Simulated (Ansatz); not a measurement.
## W: the change of pressure with volume scale

Free energy against uniform scaling of the volume at fixed shape and fractions; periodic cell, basis, potentials, k mesh and filling as listed. The results are calculated, by Ansatz 0.2.0.

The cell before it is scaled or strained (space group Im-3m, No. 229):
```
cell vectors (Å)
  -1.5876     1.5876     1.5876
   1.5876    -1.5876     1.5876
   1.5876     1.5876    -1.5876
atoms (fractions of the cell vectors)
W   0.00000  0.00000  0.00000
```

Settings of every row: functional PBE; dispersion none; potentials PAW; wave cutoff 550 eV; density cutoff 2200 eV; k mesh 13x13x13; k shift 0x0x0; occupations fermi dirac; smearing width 0.15 eV; spin none.

Limits: coarse k mesh, up to 40 meV an atom off; no spin-orbit coupling, which can matter with elements this heavy.

```csv
row,volume scale,V (Å³/atom),pressure (GPa),energy above lowest point (meV/atom)
1,0.9406,15.055,24.14,75.2
2,0.9703,15.531,12.39,21.4
3,1,16.006,?,?
4,1.0297,16.481,-6.3,6.2
5,1.0594,16.957,-13.69,36.2
```

Question: what pressure should row 3 give?

Worked fit of pressure. Take u = (V_r/V)^(2/3) − 1 with V_r = 16.006 Å³ an atom, which is twice the finite (Eulerian) strain; such expansions in the strain, on which the Birch-Murnaghan equation of state is built, carry the rest volume and the bulk modulus. The shown rows have u = 0.04168, 0.02029, -0.01931, -0.03775. Least squares give pressure = 2.323 + 471.23 × u + 1249.8 × u² GPa; a straight line predicts inner rows, each left out in turn, worse (root mean square 1.1 against 0.024 GPa). The rows lie off it by 0.00, -0.01, 0.01, -0.01. The pressure vanishes at u = -0.0050, or V = 16.13 Å³ an atom, and there the bulk modulus at fixed shape and fractions is B = −V dP/dV = (2/3)(1 + u) dP/du = 304 GPa. The withheld row has u = 0, so the fit gives 2.323 + 471.23 × (0) + 1249.8 × (0)² = 2.32 GPa.

The calculation gave 2.32 GPa. The fit meets it to the printed digit.

The other values of row 3: energy above lowest point 0 meV/atom.
